\section*{What moves the forward blur at 5 keV?}

\textbf{Question.} A beamlet of zero width and divergence enters $t=50$ nm of PMMA at $E=5$ keV. How does the blur $\alpha$ at the resist bottom respond to thickness, energy, resist and an added layer?

\subsection*{Model}
Take nonrelativistic screened Rutherford scattering, $d\sigma/d\Omega=C^2Z^2/(u+2A)^2$, with $u=1-\cos\theta$ and $C=e^2/(8\pi\varepsilon_0E)$. Thomas--Fermi screening, $a=0.885\,a_0Z^{-1/3}$, gives $A=\hbar^2/(8m_eEa^2)=4.34\ \mathrm{eV}\,Z^{2/3}/E$. Weighting with $u$, for $n$ formula units per volume with $\nu_i$ atoms each,
\begin{equation}
\frac{1}{l_{tr}}=2\pi nC^2\sum_i\nu_iZ_i^2L_i,\qquad L=\ln\!\left(1+\frac1A\right)-\frac{1}{1+A}.
\end{equation}
For small angles $u\approx\theta^2/2$, so $\langle\theta^2\rangle=2z/l_{tr}$ at depth $z$. A kick at $z$ shifts the exit point by $(t-z)\,\delta\theta$, and independent kicks add in variance:
\begin{equation}
\alpha^2\equiv\langle r^2\rangle=\int_0^t\frac{2(t-z)^2}{l_{tr}(z)}\,dz=\frac{2t^3}{3l_{tr}}
\end{equation}
for a uniform film. After many collisions the profile is the Fermi--Eyges Gaussian $\exp(-r^2/\alpha^2)$.

\textbf{Baseline.} PMMA is C$_5$H$_8$O$_2$, 100.12 g/mol, typical density 1190 kg/m$^3$. Then $n=7.16\times10^{27}$ m$^{-3}$, $\sum\nu Z^2=316$, the $Z^2$-weighted mean is $\bar L=4.81$, $l_{tr}=0.71\ \mu$m, $\theta_{rms}=0.38$ rad and $\alpha=11$ nm.

\subsection*{Reason first}
\begin{enumerate}
\item[(a)] $t\to25$ nm. Half the kicks and half the lever arm: $\alpha$ scales by $2^{-3/2}$.
\item[(b)] $E\to10$ keV. $C$ halves. $A$ halves too, so $L$ gains about $\ln2$ and the ratio is $\tfrac12\sqrt{1+\ln2/\bar L}$, slightly above one half.
\item[(c)] PMMA $\to$ HSQ (HSiO$_{3/2}$, 53.09 g/mol, typical density 1400 kg/m$^3$, $\sum\nu Z^2=293$). The product $n\sum\nu Z^2$ grows by 2.06, worth 1.43 in $\alpha$. The larger $A$ of silicon lowers $\bar L$ and trims this.
\item[(d)] A topcoat of $d=10$ nm that scatters like PMMA. Its kicks have the longest lever arm; to first order $\delta\alpha/\alpha=3d/(2t)=0.30$.
\item[(e)] The same layer under the resist. It lies past the plane of interest, so forward blur is unchanged; only backscatter can respond.
\end{enumerate}

\subsection*{Then calculate}
For HSQ the sum gives $\bar L=4.43$. For a topcoat with transport length $l_1$,
\begin{equation}
\alpha^2=\frac23\left[\frac{(t+d)^3-t^3}{l_1}+\frac{t^3}{l_{tr}}\right].
\end{equation}
\begin{tabular}{lcc}
change & $\alpha/\alpha_{\rm base}$ & $\alpha$ (nm)\\ \hline
(a) 25 nm & 0.35 & 3.8\\
(b) 10 keV & 0.53 & 5.8\\
(c) HSQ & 1.38 & 15\\
(d) topcoat, $l_1=l_{tr}$ & 1.31 & 14\\
(e) underlayer & 1 & 11
\end{tabular}

Halving the film gains more than doubling the voltage.

\subsection*{How far to trust it}
\textbf{Few collisions.} The total cross section $\pi C^2Z^2/[A(1+A)]$ gives only 2.5 elastic collisions in the baseline, and 8\,\% of electrons have none. In (a) and (b) the count is 1.3. So read $\alpha$ as an rms radius, for which the variance sum holds at any collision number. The profile is a narrower core with tails.

\textbf{Large angles.} For carbon, the 1\,\% of collisions beyond 1 rad supply 30\,\% of $1/l_{tr}$, and they break the small-angle step. Absolute values are therefore estimates, and ratios are safer.

\textbf{Screening and atomic electrons.} The Born parameter $\eta=Ze^2/(4\pi\varepsilon_0\hbar v)$ is 0.31 for C and 0.73 for Si. Moli\`ere's factor $1.13+3.76\eta^2$ on $A$ lowers the baseline by 5\,\%, moves (b) to 0.55 and (c) to 1.28. The crude substitution $Z^2\to Z(Z+1)$ for atomic electrons raises the baseline by 8\,\%, and with both changes (c) becomes 1.24. The sign of (c) is firm, its size is 1.24 to 1.38 at the assumed densities. Neither change touches (a), (d) or (e).

\textbf{Slowing down.} The weight $(t-z)^2$ has mean depth $t/4$, and $d\ln\alpha/d\ln E\approx-1+1/(2\bar L)=-0.90$. An approximate stopping power of 5 eV/nm then raises the baseline by 1\,\%.